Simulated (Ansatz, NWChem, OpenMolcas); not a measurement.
**A small benchmark: dipole moment**

6 molecules with halogens; the dipole moment in D, computed less measured. Shapes, held fixed at every level: PBE0-D4/def2-TZVP. No vibrational averaging. Dipoles are compared by magnitude; molecules under 1 D, whose direction can flip, are left out. Programs: Ansatz 0.2.0, NWChem 7.3.0, OpenMolcas 26.06. A level may come from different programs for different species; with the same settings they agree closely. Measured values: NIST CCCBDB.

Levels: A = HF/3-21G; B = HF/def2-SVP; C = r2SCAN-D4/def2-TZVPP; D = PBE0/def2-SVP.

```json
{"molecule": "CH3Cl (chloromethane)", "measured": "1.87", "A": "+0.58", "B": "+0.22", "C": "+0.05", "D": "+0.01"}
{"molecule": "CH3F (SMILES CF)", "measured": "1.85", "A": "+0.38", "B": "+0.29", "C": "-0.12", "D": "-0.04"}
{"molecule": "C2F3N (cyanotrifluoromethane)", "measured": "1.33", "A": "-0.54", "B": "-0.16", "C": "+0.16", "D": "-0.05"}
{"molecule": "C2H2F2 (vinylidene fluoride)", "measured": "1.38", "A": "+0.26", "B": "+0.08", "C": "-0.34", "D": "-0.31"}
{"molecule": "C2H3F (SMILES C=CF)", "measured": "1.43", "A": "+0.32", "B": "+0.23", "C": "-0.17", "D": "-0.12"}
{"molecule": "C2H5F (SMILES CCF)", "measured": "1.96", "A": "+0.25", "B": "+0.20", "C": "-0.13", "D": "-0.12"}
```

Question: Sum up the errors.

Answer: 
| level | kind | mean error | mean absolute error | worst case |
| --- | --- | --- | --- | --- |
| HF/3-21G | Hartree–Fock | +0.208 | 0.388 | CH3Cl |
| HF/def2-SVP | Hartree–Fock | +0.143 | 0.197 | CH3F |
| r2SCAN-D4/def2-TZVPP | meta-GGA | -0.092 | 0.162 | C2H2F2 |
| PBE0/def2-SVP | global hybrid | -0.105 | 0.108 | C2H2F2 |

On this set PBE0/def2-SVP has the smallest mean absolute error and HF/3-21G the largest. HF/3-21G is too high in 5 of 6; HF/def2-SVP is too high in 5 of 6; r2SCAN-D4/def2-TZVPP is too low in 4 of 6; PBE0/def2-SVP is too low in 5 of 6. The levels differ in basis as well as in method. The tabulated value of C2F3N is in doubt (older tables, estimates, or at odds with other calculations) and kept here. Over the 5 molecules whose values aren't doubted the mean absolute errors are A 0.358; B 0.204; C 0.162; D 0.120. The set is small.

Hartree–Fock makes the carbon–halogen bonds too polar: without electron correlation, too much charge stays on the halogen. In the same def2-SVP basis, PBE0 lowers the dipole of every molecule except C2F3N. There the CF3 and CN groups pull in opposite directions, so the net moment is a small difference, and an exaggerated C–F polarity probably reduces it instead of raising it. This contrast between the levels doesn't depend on the measured value.

Within Hartree–Fock, the larger basis helps most for C2F3N, where the error shrinks from -0.54 to -0.16 D against a doubtful measured value, and almost as much for CH3Cl, where the error falls from +0.58 to +0.22 D, as expected when polarization functions let the soft chlorine density respond to the bond. Vinylidene fluoride stands out for both density functionals, at -0.34 and -0.31 D; one possible reason is too much π donation from fluorine into the double bond, which opposes the σ polarity. The small errors of PBE0/def2-SVP for the two halomethanes may owe something to cancellation between functional and basis, so they don't show that its dipoles are converged.
